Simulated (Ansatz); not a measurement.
Abstraction of Br: CH2Br2 + CHF2 → CH2Br + CHBrF2

Species: CH2Br2 (dibromomethane) `BrCBr`, singlet; CHF2 `F[CH]F`, doublet; CH2Br `[CH2]Br`, doublet; CHBrF2 (bromodifluoromethane) `FC(F)Br`, singlet. A radical takes Br: the energy is the difference in strength between two C–Br bonds in different surroundings.

Shapes, held fixed at every level: PBE0-D4/def2-TZVP. Programs: Ansatz 0.2.0. The zero-point and thermal change to 298 K, harmonic and unscaled (PBE0-D4/def2-TZVP), is -4.7 kJ/mol.

```csv
level,kind,ΔH(298 K) (kJ/mol),less CCSD(T)/def2-TZVPP,CPU time (sum over the molecules)
r2SCAN-D4/def2-TZVPP,meta-GGA,-26.0,-6.7,35 s
B3LYP-D4/def2-TZVPP,global hybrid,-18.2,+1.1,24 s
r2SCAN0-D4/def2-TZVPP,global hybrid,-23.2,-3.9,44 s
wB97X-V/def2-TZVPP,range-separated hybrid,-19.0,+0.3,61 s
CCSD(T)/def2-SVP,coupled cluster or CI,-19.2,+0.1,19 s
CCSD/def2-TZVPP,coupled cluster or CI,-19.6,-0.3,–
CCSD(T)/def2-TZVPP,coupled cluster or CI,-19.3,0.0,2.7 min
```

The highest level, CCSD(T)/def2-TZVPP, gives ΔH(298 K) = -19.3 kJ/mol; the levels span -26.0 to -18.2. The column of differences is taken from that level and isn't an error. No measured value is set beside it here. Open shells run unrestricted unless RO is named. Relativity is left out for Br unless named. Correlated rows may include outer-core shells of Br, which these sets cover unevenly. Times are processor times on shared x86 and Arm servers, and rough.

Bromine transfer to CHF2 is exothermic at every level, so the C–Br bond in CHBrF2 is stronger than the one broken in CH2Br2. Both sides of the reaction probably contribute. CH2Br is nearly planar and spreads its unpaired electron into a bromine lone pair, whereas CHF2 stays pyramidal, with its electron in an s-rich orbital that gains less from such delocalisation. In CHBrF2, donation from fluorine lone pairs into the C–Br antibonding orbital also stabilises the molecule as a whole. The thermal term of -4.7 kJ/mol adds to the exothermicity, plausibly because hydrogen bending modes soften more when CH2Br2 becomes a flat radical than they stiffen when CHF2 gains bromine.

The small shift from CCSD to CCSD(T) suggests that neither radical poses a serious multireference problem. The exact exchange in r2SCAN0 brings r2SCAN only part of the way to the coupled-cluster value; since r2SCAN0 includes only a fraction of exact exchange, these data do not show whether the rest of the deviation has the same origin or another. The favourable reaction enthalpy says nothing about the barrier to bromine transfer.
